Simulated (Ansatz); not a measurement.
AlH5S (SMILES [H][Al]([H])([H])<-[SH2]): methods side by side

AlH5S: 7 atoms, total charge 0, spin state singlet. As SMILES, `[H][Al]([H])([H])<-[SH2]`. Geometry: a GFN2-xTB relaxation, a rough one for these elements and not checked as a minimum.

Quantity: the electronic atomisation energy, in eV. The values are calculated. Electronic energies at fixed atoms, without zero-point motion or spin-orbit coupling.

```tsv
level	kind	program	value (eV)	less FCI/STO-3G
HF/STO-3G	Hartree–Fock	Ansatz	20.05	-1.97
BLYP/STO-3G	GGA	Ansatz	25.33	+3.31
B3LYP/STO-3G	global hybrid	Ansatz	25.26	+3.24
BHLYP/STO-3G	global hybrid	Ansatz	24.59	+2.57
HSE06/STO-3G	range-separated hybrid	Ansatz	24.84	+2.82
B2PLYP/STO-3G	double hybrid	Ansatz	23.98	+1.96
MP2/STO-3G	perturbation theory	Ansatz	21.48	-0.54
CCSDTQ/STO-3G	coupled cluster or CI	Ansatz	22.02	0.00
FCI/STO-3G	exact in the basis	Ansatz	22.02	0.00
```

FCI/STO-3G is exact within its basis and frozen core, so for wave-function methods in that basis the difference is their error; functionals converge differently with the basis, so for them it is only a difference. The values span 20.05 to 25.33 eV. All rows use very small basis sets, so even the best lies far from the true value.

Electron correlation contributes substantially to the binding of this adduct. Hartree–Fock falls 1.97 eV short of the exact result in the basis, MP2 recovers most of that deficit, and CCSDTQ closes it to the printed precision. Atomisation breaks the Al–H and S–H electron pairs and the dative Al–S interaction, leaving atoms with fewer closely paired valence electrons, so neglecting correlation penalises the molecule more than its fragments. The success of MP2 and the closure at CCSDTQ suggest a singlet dominated by one configuration, as expected for a closed-shell donor–acceptor complex.

The density functionals all lie above FCI, probably because their correlation energy depends less on the available virtual orbitals. Along BLYP, B3LYP and BHLYP the value falls as the share of exact exchange rises, in keeping with the weaker binding of Hartree–Fock. The total is a sum over all the bonds and is dominated by the covalent bonds to hydrogen, so it doesn't show how strongly H2S is held by AlH3.
